**Levels of theory for the M³⁺ → M⁴⁺ ionisation energy, Ti to Cu**

The table holds ionisation energies from charge +3 of the 3d ions at d-only state-averaged CASSCF and SS-CASPT2 (3s3p correlated, ANO-R3, X2C, spin-orbit state interaction), with the spin-orbit share of the PT2 value. The program compares each level with NIST values and fits a Racah model of the Hund terms to the shape, a pair-counting model to the PT2 gain and a Landé model to the spin-orbit share. CASSCF reproduces the pattern of steps but lies 1.45 eV low on average and deepens the Fe→Co fall by 0.83 eV, because the correlation gain jumps at d⁶. PT2 has a mean absolute error of 0.17 eV, mostly too high, and the spin-orbit share is at most 0.10 eV, largest where one of the two ions is d⁵. Values from other charge states of the same runs check the position of the fall, the PT2 overshoot and the smaller Cr basis.

OpenMolcas 26.06, state-averaged CASSCF and SS-CASPT2 (3s and 3p correlated, IPEA shift 0.25 Ha, imaginary shift 0.1 Ha), 3d shell active, orbitals optimised for the ground spin, ANO-R3 basis, X2C, finite nucleus. Ionisation energies of free 3d-row ions from charge +3 to +4, between the lowest computed levels, with spin-orbit coupling by RASSI (atomic mean-field integrals).

## The fit in Python

```python
# Table: ionisation energy M3+ -> M4+ (eV), Ti-Cu, OpenMolcas, d-only SA-CASSCF and SS-CASPT2 (3s3p correlated), ANO-R3, X2C, spin-orbit RASSI.
# Tested: error of each level against NIST, Racah model of the shape, pair model of the PT2 gain, Lande model of the spin-orbit share.
T = {
    'element': ['Ti', 'V', 'Cr', 'Mn', 'Fe', 'Co', 'Ni', 'Cu'],
    'Z': [22, 23, 24, 25, 26, 27, 28, 29],
    'start': ['2D3/2', '3F2', '4F3/2', '5D0', '6S5/2', '5D4', '4F9/2', '3F4'],
    'end': ['1S0', '2D3/2', '3F2', '4F3/2', '5D0', '6S5/2', '5D4', '4F9/2'],
    'cas': [42.23, 45.8, 48.05, 50.22, 53.69, 49.22, 52.98, 55.04],  # eV
    'pt2': [43.14, 46.77, 49.06, 51.48, 55.03, 51.43, 55.27, 57.59],  # eV
    'so': [0.03, 0.01, -0.01, -0.03, -0.1, 0.07, 0.04, -0.02],  # eV
}
import numpy as np
from math import comb
from fractions import Fraction
from scipy.optimize import least_squares
el = T['element']; Z = np.array(T['Z'], float); n = Z - 21
cas, pt2, so = (np.array(T[k], float) for k in ('cas', 'pt2', 'so'))
# typed from further outputs of the same runs: NIST values, charge +2 and +4 PT2 values, d1->d0 pairs
ref = np.array([43.267, 46.709, 49.16, 51.21, 54.91, 51.27, 54.92, 57.38]); meas = np.array([1, 1, 0, 0, 1, 0, 0, 0], bool)
p2 = np.array([27.587, 29.380, 31.121, 33.966, 30.645, 33.741, 35.525, 37.281])
r2 = np.array([27.492, 29.311, 30.959, 33.668, 30.651, 33.5, 35.187, 36.841])
d1p = np.array([65.143, 90.341, 119.017, 150.862]); d1c = np.array([64.226, 89.547, 118.147, 150.010])
d1r = np.array([65.282, 90.635, 119.203, 151.06]); co4, ni4 = 79.729, 75.930
f = lambda v: ' '.join('%+.2f' % x for x in v); rms = lambda v: np.sqrt(np.mean(v**2))
def fit(cols, y):
    A = np.column_stack(cols); p = np.linalg.lstsq(A, y, rcond=None)[0]; return p, y - A @ p
g = pt2 - cas; one = np.ones(8); hi = (n > 5) * 1.0; lo = n <= 5
print('energies in eV; rounding: 0.005 per value, 0.01 per difference; lists run Ti V Cr Mn Fe Co Ni Cu')
print('el d(n) PT2-CAS NIST-CAS recovered% | error vs NIST: CAS PT2 PT2-without-SO | NIST kind')
for i in range(8):
    print('%s d%d %.2f %.2f %.0f | %s | %s' % (el[i], n[i], g[i], ref[i] - cas[i], 100 * g[i] / (ref[i] - cas[i]), f([cas[i] - ref[i], pt2[i] - ref[i], pt2[i] - so[i] - ref[i]]), 'measured' if meas[i] else 'semi-empirical'))
lev = [('CASSCF', cas), ('PT2', pt2), ('PT2 without SO', pt2 - so)]
for nm, y in lev:
    e = y - ref; j = np.argmax(abs(e))
    print('%s: mean %+.2f, mean abs %.2f (%.1f%%), measured rows only %.2f, worst %s %+.2f' % (nm, e.mean(), abs(e).mean(), 100 * np.mean(abs(e) / ref), abs(e[meas]).mean(), el[j], e[j]))
print('steps between neighbours (fifth is Fe to Co):')
for nm, y in lev + [('NIST', ref)]: print('  %s: %s' % (nm, f(np.diff(y))))
print('Fe-Co drop minus NIST drop: CAS %+.2f, PT2 %+.2f, PT2 without SO %+.2f' % tuple((y[4] - y[5]) - (ref[4] - ref[5]) for _, y in lev))
print('same runs, PT2 d5 to d6 step: charge +2 Mn-Fe %+.2f, charge +4 Co-Ni %+.2f' % (p2[4] - p2[3], ni4 - co4))
k = np.array([0, 8, 7, 6, 14, 0, 8, 7.0]); CB = {}
for nm, y in [('CASSCF', cas - so), ('PT2', pt2 - so)]:  # the spin-orbit share is nearly the same at both levels
    p, r = fit([one, n, k, -7 * hi], y); CB[nm] = p[3] / p[2]; q, s = fit([one, n, hi], y)
    print('%s Racah fit: a %.2f, b %.2f, B %.3f, C %.3f, C/B %.1f, rms %.2f' % (nm, *p, CB[nm], rms(r)))
    print('  residuals %s' % f(r))
    print('  line plus step only: slope %.2f, step %+.2f, rms %.2f, worst %s %.2f' % (q[1], q[2], rms(s), el[np.argmax(abs(s))], abs(s).max()))
par = np.where(lo, n - 1, n - 6); pg, rg = fit([one, par, hi], g); pl, rl = fit([one, n], g)
print('PT2 gain: mean Ti-Fe %.2f, mean Co-Cu %.2f; steps %s' % (g[lo].mean(), g[~lo].mean(), f(np.diff(g))))
print('pair model: base %.2f, per same-spin partner %.3f, step %.2f (/5 = %.3f, ratio %.1f), rms %.2f' % (*pg, pg[2] / 5, pg[2] / 5 / pg[1], rms(rg)))
print('  residuals %s' % f(rg))
print('gain linear in n: slope %.3f, rms %.2f, worst %s %.2f' % (pl[1], rms(rl), el[np.argmax(abs(rl))], abs(rl).max()))
ps, rs = fit([one], ref - cas); pb, rb = fit([1 - hi, hi], ref - cas)
print('CAS plus one shift %.2f: rms %.2f, worst %.2f' % (ps[0], rms(rs), abs(rs).max()))
print('CAS plus two shifts (%.2f Ti-Fe, %.2f Co-Cu; fitted to NIST): rms %.2f, worst %.2f; PT2 unfitted rms %.2f' % (*pb, rms(rb), abs(rb).max(), rms(pt2 - ref)))
def low(t, m):  # first-order lowering of the level in units of zeta
    S = (int(t[0]) - 1) / 2; L = 'SPDF'.index(t[1]); J = float(Fraction(t[2:]))
    return 0.0 if S * L == 0 else -(1 if m < 5 else -1) * (J * (J + 1) - L * (L + 1) - S * (S + 1)) / (4 * S)
c1 = np.array([low(t, m) for t, m in zip(T['start'], n)]); c0 = np.array([low(t, m - 1) for t, m in zip(T['end'], n)])
mod = lambda x: x[0] * (Z / 22)**x[1] * (c1 - x[2] * c0)
x = least_squares(lambda x: mod(x) - so, [0.02, 6.0, 1.15]).x
print('Lande lowering/zeta before %s; after %s' % (' '.join('%.1f' % v for v in c1), ' '.join('%.1f' % v for v in c0)))
print('SO share table %s; mean abs %.2f' % (f(so), abs(so).mean()))
print('SO share model %s' % f(mod(x)))
print('  zeta = %.3f (Z/22)^%.1f, 4+/3+ ratio %.2f, rms %.3f, worst %.3f' % (*x, rms(mod(x) - so), abs(mod(x) - so).max()))
gd = d1p - d1c
print('d1 to d0 PT2 gain V Cr Mn Fe %s; Cr minus mean of V, Mn %+.2f' % (f(gd), gd[1] - (gd[0] + gd[2]) / 2))
print('d1 to d0 PT2 minus measured NIST, V Cr Mn Fe %s' % f(d1p - d1r))
print('charge +2 PT2 minus NIST (Co semi-empirical) %s; mean %+.2f, mean abs %.2f' % (f(p2 - r2), (p2 - r2).mean(), abs(p2 - r2).mean()))
print('determinants in d(n), all spins: %s; electrons correlated in PT2 %d to %d' % (' '.join(str(comb(10, int(m))) for m in n), 8 + n[0], 8 + n[-1]))
assert np.all(g > 0) and np.diff(g)[4] > 2 * np.delete(np.diff(g), 4).max()
assert cas[4] - cas[5] > (pt2 - so)[4] - (pt2 - so)[5] > pt2[4] - pt2[5] > 0
assert 3 < CB['CASSCF'] < 5
assert np.all(np.sign(mod(x))[abs(so) > 0.015] == np.sign(so)[abs(so) > 0.015])
```

Output:

```
energies in eV; rounding: 0.005 per value, 0.01 per difference; lists run Ti V Cr Mn Fe Co Ni Cu
el d(n) PT2-CAS NIST-CAS recovered% | error vs NIST: CAS PT2 PT2-without-SO | NIST kind
Ti d1 0.91 1.04 88 | -1.04 -0.13 -0.16 | measured
V d2 0.97 0.91 107 | -0.91 +0.06 +0.05 | measured
Cr d3 1.01 1.11 91 | -1.11 -0.10 -0.09 | semi-empirical
Mn d4 1.26 0.99 127 | -0.99 +0.27 +0.30 | semi-empirical
Fe d5 1.34 1.22 110 | -1.22 +0.12 +0.22 | measured
Co d6 2.21 2.05 108 | -2.05 +0.16 +0.09 | semi-empirical
Ni d7 2.29 1.94 118 | -1.94 +0.35 +0.31 | semi-empirical
Cu d8 2.55 2.34 109 | -2.34 +0.21 +0.23 | semi-empirical
CASSCF: mean -1.45, mean abs 1.45 (2.8%), measured rows only 1.06, worst Cu -2.34
PT2: mean +0.12, mean abs 0.17 (0.3%), measured rows only 0.10, worst Ni +0.35
PT2 without SO: mean +0.12, mean abs 0.18 (0.3%), measured rows only 0.14, worst Ni +0.31
steps between neighbours (fifth is Fe to Co):
  CASSCF: +3.57 +2.25 +2.17 +3.47 -4.47 +3.76 +2.06
  PT2: +3.63 +2.29 +2.42 +3.55 -3.60 +3.84 +2.32
  PT2 without SO: +3.65 +2.31 +2.44 +3.62 -3.77 +3.87 +2.38
  NIST: +3.44 +2.45 +2.05 +3.70 -3.64 +3.65 +2.46
Fe-Co drop minus NIST drop: CAS +0.83, PT2 -0.04, PT2 without SO +0.13
same runs, PT2 d5 to d6 step: charge +2 Mn-Fe -3.32, charge +4 Co-Ni -3.80
CASSCF Racah fit: a 39.83, b 2.35, B 0.161, C 0.675, C/B 4.2, rms 0.05
  residuals +0.01 -0.04 +0.04 +0.04 -0.06 -0.08 +0.07 +0.00
  line plus step only: slope 2.80, step -6.82, rms 0.39, worst V 0.57
PT2 Racah fit: a 40.54, b 2.50, B 0.151, C 0.585, C/B 3.9, rms 0.06
  residuals +0.06 -0.00 -0.05 +0.04 -0.05 -0.11 +0.04 +0.07
  line plus step only: slope 2.92, step -6.06, rms 0.37, worst V 0.56
PT2 gain: mean Ti-Fe 1.10, mean Co-Cu 2.35; steps +0.06 +0.04 +0.25 +0.08 +0.87 +0.08 +0.26
pair model: base 0.85, per same-spin partner 0.124, step 1.38 (/5 = 0.275, ratio 2.2), rms 0.05
  residuals +0.06 -0.00 -0.09 +0.04 -0.01 -0.02 -0.06 +0.08
gain linear in n: slope 0.259, rms 0.20, worst Fe 0.36
CAS plus one shift 1.45: rms 0.53, worst 0.89
CAS plus two shifts (1.05 Ti-Fe, 2.11 Co-Cu; fitted to NIST): rms 0.13, worst 0.23; PT2 unfitted rms 0.20
Lande lowering/zeta before 1.5 2.0 2.0 1.5 0.0 1.0 1.5 1.5; after 0.0 1.5 2.0 2.0 1.5 0.0 1.0 1.5
SO share table +0.03 +0.01 -0.01 -0.03 -0.10 +0.07 +0.04 -0.02; mean abs 0.04
SO share model +0.03 +0.01 -0.01 -0.03 -0.10 +0.07 +0.04 -0.02
  zeta = 0.020 (Z/22)^6.4, 4+/3+ ratio 1.11, rms 0.003, worst 0.004
d1 to d0 PT2 gain V Cr Mn Fe +0.92 +0.79 +0.87 +0.85; Cr minus mean of V, Mn -0.10
d1 to d0 PT2 minus measured NIST, V Cr Mn Fe -0.14 -0.29 -0.19 -0.20
charge +2 PT2 minus NIST (Co semi-empirical) +0.09 +0.07 +0.16 +0.30 -0.01 +0.24 +0.34 +0.44; mean +0.20, mean abs 0.21
determinants in d(n), all spins: 10 45 120 210 252 210 120 45; electrons correlated in PT2 9 to 16
```
